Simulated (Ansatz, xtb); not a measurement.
Redistribution: C2H3F3 + CClF3 → CF4 + C2H3ClF2

Gas-phase species: C2H3F3 (1,1,1-trifluoroethane) `CC(F)(F)F`, singlet; CClF3 `FC(F)(F)Cl`, singlet; CF4 (tetrafluoromethane) `FC(F)(F)F`, singlet; C2H3ClF2 (1-chloro-1,1-difluoroethane) `CC(F)(F)Cl`, singlet. The partners trade CH3 for F; both sit on C, so the bond types are kept.

Shapes, held fixed at every level: PBE0-D4/def2-TZVP. Programs: Ansatz 0.2.0, xtb 6.7.1. The zero-point and thermal change to 298 K, harmonic and unscaled (PBE0-D4/def2-TZVP), is +0.5 kJ/mol.

Task: Estimate ΔH(298 K) of this reaction.

Result: The highest level, CCSD(T)/CBS estimate, gives ΔH(298 K) = -8.2 kJ/mol; the levels span -10.9 to +8.6. They disagree on the sign: 1 of 9 are positive. The column of differences is taken from that level and isn't an error. No measured value is set beside it here. The CBS estimate extrapolates MP2 from def2-TZVPP and def2-QZVPP and adds CCSD(T) − MP2 in the triple-zeta set, cores frozen.

| level | kind | ΔH(298 K) (kJ/mol) | less CCSD(T)/CBS estimate |
| --- | --- | --- | --- |
| GFN1-xTB | semi-empirical | +8.6 | +16.8 |
| HF/def2-SVP | Hartree–Fock | -10.9 | -2.7 |
| HF/def2-TZVPP | Hartree–Fock | -10.1 | -1.9 |
| B3LYP-D4/def2-TZVPP | global hybrid | -5.3 | +2.9 |
| PBE0-D4/def2-TZVPP | global hybrid | -7.2 | +1.0 |
| wB97M-V/def2-TZVPP | range-separated hybrid | -5.9 | +2.3 |
| B2PLYP/def2-TZVPP | double hybrid | -6.3 | +1.9 |
| CCSD(T)/def2-TZVPP | coupled cluster or CI | -9.0 | -0.8 |
| CCSD(T)/CBS estimate | coupled cluster or CI | -8.2 | 0.0 |

The exchange is mildly exothermic, at -8.2 kJ/mol by the CCSD(T)/CBS estimate, and every ab initio and density-functional level agrees on the sign. Because the bond types are conserved, what remains is mainly the difference in how substituents on the same carbon interact. Gathering fluorine into CF4 increases the number of geminal F/F pairs, which are stabilised by lone-pair donation into C–F σ* orbitals and by attraction between fluorine and a strongly positive carbon. This probably outweighs the loss of favourable methyl/fluorine pairing in trifluoroethane.

Hartree–Fock already gives -10.1 kJ/mol in the triple-zeta basis, so the preference doesn't depend on electron correlation, which slightly weakens it. GFN1-xTB alone makes the reaction endothermic, at +8.6 kJ/mol, probably because its parametrised, near-minimal-basis description doesn't capture the non-additivity of geminal substitution. The exothermicity says nothing about how readily the exchange occurs, since breaking strong C–F or C–C bonds may impose a large barrier.
